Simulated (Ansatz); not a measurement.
Strength of the N–C bond: C3H10BN → C2H7BN + CH3

Species: C3H10BN `BN(C)CC`, singlet; C2H7BN `B[N]CC`, doublet; CH3 (methyl radical) `[CH3]`, doublet. 

Shapes, held fixed at every level: PBE0-D4/def2-TZVP. Flexible molecules stand in one conformer, not always the lowest. Programs: Ansatz 0.2.0. The zero-point and thermal change to 298 K, harmonic and unscaled (PBE0-D4/def2-TZVP), is -29.5 kJ/mol.

Estimate ΔH(298 K) of this reaction.

The highest level, CCSD(T)/CBS estimate, gives ΔH(298 K) = +375.3 kJ/mol; the levels span +230.1 to +403.6. The column of differences is taken from that level and isn't an error. Hartree–Fock misses the correlation of the pair that is broken and comes out low. No measured value is set beside it here. Open shells run unrestricted unless RO is named. The CBS estimate extrapolates MP2 from def2-TZVPP and def2-QZVPP and adds CCSD(T) − MP2 in the triple-zeta set, cores frozen.

```csv
level,kind,ΔH(298 K) (kJ/mol),less CCSD(T)/CBS estimate
HF/def2-SVP,Hartree–Fock,+241.7,-133.6
HF/def2-TZVPP,Hartree–Fock,+230.1,-145.2
PBE0-D4/def2-TZVPP,global hybrid,+351.7,-23.6
B2PLYP/def2-TZVPP,double hybrid,+347.1,-28.2
MP2/def2-TZVPP,perturbation theory,+403.6,+28.3
CCSD(T)/def2-TZVPP,coupled cluster or CI,+366.3,-9.0
CCSD/def2-TZVPP,coupled cluster or CI,+355.1,-20.2
CCSD(T)/CBS estimate,coupled cluster or CI,+375.3,0.0
```

Breaking the N–CH3 bond of this aminoborane costs +375.3 kJ/mol at the highest level, which makes it a strong bond, clearly stronger than the N–C bond of ordinary alkylamines. The likely reason lies in the radical left behind. In the parent, the nitrogen lone pair donates into the empty p orbital of boron. An aminyl radical centred in that π system would lose part of this donation, while one that keeps it must hold the unpaired electron in the N–B–C plane, where it gains little delocalisation.

Correlation supplies a little over a third of the computed value, and second-order theory overshoots it: in the same triple-zeta basis HF gives +230.1, MP2 +403.6 and CCSD(T) +366.3. Connected triples strengthen the bond relative to CCSD, as expected when a pair is separated into two radicals. Because the basis-set increment is taken from MP2, it may be slightly too large. The result doesn't establish this as the molecule's weakest bond; C–C cleavage in the ethyl group, which leaves a nitrogen-stabilised carbon radical, could compete.
